**Why does the valence band of PbS peak at L if the lead 6s pair is inert?**

I have the levels of PbS at seven k points, from a PBE calculation without spin-orbit coupling, in eV from the valence top:

PbS in a two-atom cell, with atoms moved at random by about 0.05 Å, calculated with ABACUS 3.10.1 (PBE, no spin-orbit coupling, PseudoDojo NC SR 0.4.1 PBE standard pseudopotentials, plane waves to 857 eV, 8×8×8 k mesh, Fermi-Dirac smearing of 0.05 eV). Levels are counted from the valence top on the full mesh.

| point a (reciprocal cell vector) | point b (reciprocal cell vector) | point c (reciprocal cell vector) | level point (row) | level under 4 (eV) | level under 3 (eV) | level under 2 (eV) | level under 1 (eV) | level over 1 (eV) |
| --- | --- | --- | --- | --- | --- | --- | --- | --- |
| 0.0000 | 0.0000 | 0.0000 | 1 | -6.038 | -2.163 | -2.161 | -2.160 | 5.201 |
| 0.2500 | 0.3750 | 0.0000 | 2 | -7.648 | -3.114 | -2.944 | -2.473 | 3.091 |
| 0.0000 | 0.5000 | 0.0000 | 3 | -8.845 | -1.781 | -1.778 | -0.014 | 0.383 |
| 0.5000 | 0.5000 | 0.0000 | 4 | -7.203 | -5.195 | -3.437 | -3.433 | 3.855 |
| -0.1250 | 0.0000 | 0.1250 | 5 | -7.016 | -2.590 | -1.855 | -1.205 | 2.674 |
| -0.2500 | 0.3750 | -0.1250 | 6 | -8.478 | -3.437 | -3.012 | -0.990 | 1.560 |
| 0.5000 | 0.2500 | -0.2500 | 7 | -7.947 | -4.423 | -4.423 | -1.024 | 2.189 |

"Level under 1" is the highest filled level at each point and "level over 1" the lowest empty one. If I read the coordinates correctly, point 1 is the zone centre Γ, point 3 is an L point and point 4 an X point. Of the seven, L has the highest filled level, more than 2 eV above that of Γ.

My explanation was the ionic one. Lead is Pb²⁺ with an inert 6s pair, which lies below the sulfur 3p levels at every point, so the upper valence band should be a matter of sulfur alone: 3p orbitals overlapping with those of neighbouring sulfur atoms. A colleague says that lead matters, but through its empty 6p orbitals, which push the filled levels down everywhere except at L. Can the table decide between us?

**Answer**

Mostly, yes, and the best evidence is the order of the levels at L, more than the height of the top one. Start with what the levels are. The calculation has 20 electrons, so ten filled bands; counting down from the top, the first three are sulfur 3p-like and "level under 4" is the lead 6s-like band. That assignment rests on electron counting and ordinary chemistry.

At both L and X the three 3p-like levels form a close pair and a single level. The pair has its p lobes across the direction of the wave, the single level has them along it. At X the single level lies 1.76 eV below the pair. At L it lies 1.77 eV above the pair, and it is this level that forms the valence maximum among your points.

Now try your sulfur-only picture on that order. At L and at X alike, the wave changes sign from one sulfur plane to the next along its direction. For p lobes pointing along that direction, the sign change makes the facing lobes of adjacent planes match, so they bond head-on and the single level should drop below the pair. That agrees with X, but at L the order is reversed. Something must push the single level up at L, and sulfur–sulfur overlap pulls it the other way.

Your colleague's 6p orbitals do interact with sulfur 3p. An empty level above a filled one repels it, and at Γ and X this presses the sulfur levels down. At L the contributions from the sulfur atoms on opposite sides of each lead atom cancel, so the pressure is lifted. It is lifted for all three 3p levels together, however, and therefore can't separate the single level from the pair.

The 6s pair can. Picture a lead atom with a sulfur atom on its left and another on its right, each with a p orbital along the line. At Γ both orbitals have the same sign, so one shows lead its positive lobe and the other its negative lobe, and their overlaps with the round 6s orbital cancel. The same holds at X. At L the wave changes sign across the lead atom, both sulfur atoms show it lobes of the same sign, and the overlaps add.

This happens along all three axes at L, and the three contributions combine in one level only: the single one, with its lobes along the wave. For the pair they cancel. The filled 6s-like level and the filled single level then repel each other. The lower one sinks, the upper one rises, and the upper one becomes the antibonding partner of a lead pair that is anything but inert.

The numbers allow a check of this mechanism. In the simplest model, which neglects the overlap of the two orbitals, levels that repel each other move apart but keep their sum, whatever the strength of the coupling. For the unmixed 6s level take X, where mixing with sulfur 3p is forbidden: −7.203 eV. For the unmixed 3p level take the pair at L, at −1.780 eV on average. The 6s-like level at L is found at −8.845 eV, so its partner should lie at

$$E_\text{top}(L) \approx -7.203 - 1.780 + 8.845 = -0.138\ \text{eV}.$$

The calculated value is −0.014 eV. The error of 0.12 eV is about 7% of the 1.77 eV by which the single level stands above the pair. The estimate takes one of the two levels at L as input, so it tests whether the downward and upward pushes match, not how strong they are. The match is closer than the approximations deserve. Mixing is forbidden at Γ too, and the 6s-like level found there, −6.038 eV, would have put the partner at 1.03 eV. The fit described next favours X as the reference, since it places the unmixed 6s level at L only about 0.25 eV above the level at X. But sulfur–sulfur overlap would also start the single level below the pair, by an amount these levels don't give. So the check shows that the sizes are reasonable and doesn't prove the mechanism.

The 6s-like band shows the same mixing across all seven points. Convert the coordinates $a, b, c$ of each point to cubic axes with $k_x=-a+b+c$, $k_y=a-b+c$ and $k_z=a+b-c$, in units of $2\pi$ over the cubic cell edge. The coupling of 6s to the sulfur p orbital along axis $i$ goes as $\sin \pi k_i$. A weak repulsion lowers the level by the square of the coupling divided by the energy distance, and if this rule is stretched to the strong repulsion at L, with the distance taken as constant, the lowering follows

$$M=\sin^2\pi k_x+\sin^2\pi k_y+\sin^2\pi k_z .$$

$M$ is zero at Γ and X and reaches its maximum of 3 at L. A second term is needed for the coupling between nearest lead atoms, direct or by way of sulfur 3s:

$$N=\cos\pi k_x\cos\pi k_y+\cos\pi k_y\cos\pi k_z+\cos\pi k_z\cos\pi k_x .$$

A least-squares fit of a constant, $M$ and $N$ to "level under 4" at all seven points has a typical error of 0.04 eV, for a band that falls by 2.8 eV from Γ to L. Each point predicted from the other six comes out within about 0.1 eV, as a root mean square. If $M$ is left out, so that 6s no longer mixes with sulfur 3p, the typical error of the fit grows to 0.6 eV.

A good fit alone would not settle the matter, since $M$ is also the form that direct coupling between second-neighbour lead atoms would take. What speaks for sulfur is the sign and the size of the terms. Direct overlap of 6s orbitals would make the level lowest at Γ, where they all have the same sign, but both fitted terms make it highest there. Dividing the coefficients of $N$ and $M$ by four gives effective couplings of 0.08 eV between nearest lead atoms, 4.19 Å apart, and 0.16 eV between second neighbours, 5.93 Å apart. Direct overlap of compact 6s orbitals should fade with distance, yet the farther shell couples twice as strongly. In this structure a sulfur atom sits halfway between second-neighbour lead atoms, and the natural reading is that the coupling passes through it. Its 3s orbital may carry a part, but alone it would couple the nearer shell more strongly, since nearest lead atoms share two sulfur atoms and second neighbours only one. That makes the 3p orbitals the likely main path. The fit can't prove it, because direct overlap could cancel much of a strong 3s coupling in the nearer shell. But sulfur 3s can't mix with the 3p-like levels at L, so it could not lift the single one, and the order of the levels remains the firmer evidence.

So how much of the valence maximum belongs to each explanation? From Γ to L the highest filled level rises by 2.15 eV. Going from the Γ level to the pair at L accounts for 0.38 eV of this, the net result of your colleague's 6p effect and your sulfur–sulfur overlap, which these levels don't separate. The step from the pair to the single level supplies the other 1.77 eV, and that is the work of the 6s pair. Your colleague's mechanism may therefore help L to stand above Γ, but the 6s pair gives the peak most of its height.

The amount of 6s mixing is not a complete recipe for the valence top, though. Γ and X both have none, yet their highest filled levels differ by 1.27 eV. Point 2 has some mixing ($M=1.15$), and its top level still lies below that of Γ. The sulfur levels also feel one another and, away from L, lead 6p, so $M$ alone doesn't fix the height of the top level.

Nor is the 6s pair the whole reason why the gap at L is so small. It matters a good deal: if the highest filled level had stayed at the height of the pair, the gap there would be about 2.2 eV. But the separation between filled and empty levels shrinks from 7.36 eV at Γ to 0.40 eV at L, and 69% of that comes from the empty side. Here your colleague's orbitals probably do take the lead. The lowest empty states should be mainly lead 6p; at L they are no longer pushed up by sulfur 3p, and 6p lobes along the wave can bond head-on between lead planes. That is an argument from symmetry and overlap, which these energies don't test separately.

For an infrared detector the location of the gap is more dependable than its size. On the full mesh both band edges lie at the same k point, very probably an L point, so light can be absorbed at the edge without help from lattice vibrations. The size is another matter: PBE tends to make gaps too small, the cell is slightly compressed for this functional, and spin-orbit coupling would shift the lead 6p-like edge by tenths of an eV, as much as the gap itself. Spin-orbit coupling is far too weak to reverse the 1.77 eV level order on which the argument rests.

Even your L point isn't quite the band edge. Its gap is 0.025 eV wider than the smallest gap on the full mesh. The atoms in this run are slightly displaced from their ideal rock-salt sites, which makes the four L points unequal, and the smallest gap probably sits at one of the others. For the same reason, splittings of a few meV within the pairs are no property of perfect PbS.

For a related rock-salt compound, first ask whether the metal has a filled s shell not far below the anion p levels. If it has, look at L: a single level above the pair is the sign that the s shell is pushing it up. And choose a k mesh that contains L, which a Γ-centred mesh does when it has an even number of divisions along each reciprocal axis. With an odd number it steps over the very point where the gap of PbS is decided.
